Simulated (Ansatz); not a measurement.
**GeSiNH7: a line through the functionals**

GeSiNH7 has 10 atoms, charge 0, and is taken as a singlet. SMILES: `[SiH3][NH][GeH3]`. The shape is that of a PBE0-D4/def2-TZVP optimisation.

The vertical energy of the triplet above the singlet y, in eV, basis def2-SVP; a is the functional's share of exact exchange. Programs: Ansatz 0.2.0.

```
functional  program     a  y (eV)
    revPBE   Ansatz     0    5.31
      BLYP   Ansatz     0    5.30
     B3LYP   Ansatz   0.2       ?
      PBE0   Ansatz  0.25    5.59
     BHLYP   Ansatz   0.5    5.87
```

Task: Fit y = c + s·a to the known rows and predict B3LYP.

Result: 
1. Means of the 4 rows: a = 0.1875, y = 5.518.
2. Σ(Δa)² = 0.17188, Σ(Δa·Δy) = 0.19438, so the slope is 0.19438/0.17188 = 1.1309.
3. Intercept: 5.518 − (1.1309) × 0.1875 = 5.306. The largest residual of the fit is 0.006.
4. B3LYP: 5.306 + (1.1309) × 0.2 = 5.53 eV.

The run gave 5.59 eV, so the prediction is off by -0.06 eV, more than the largest residual. The rows mix families of semi-local functionals, which the line can't see.

The triplet lies far above the singlet with every functional, as expected for a saturated silyl-germyl amine with no low-lying π* orbital. The lowest triplet probably moves an electron from the nitrogen lone pair into a σ* orbital with Ge–N or Ge–H character, possibly with some diffuse admixture. The energy generally rises with exact exchange, perhaps because semi-local exchange favours the spatially separated electron and hole of the triplet. B3LYP breaks the strict order, matching PBE0 at 5.59 eV with a smaller exchange share.

Its offset isn't simply a BLYP-versus-PBE difference: revPBE and BLYP nearly coincide, and a line through BLYP and BHLYP alone would also fall below B3LYP. This suggests that B3LYP's reduced gradient corrections matter, since it is not just BLYP with some exchange replaced. The slope therefore describes these functionals rather than a property of the molecule. Because def2-SVP lacks diffuse functions, the agreement among functionals doesn't establish the absolute excitation energy, which may be too high if the upper orbital is Rydberg-like.
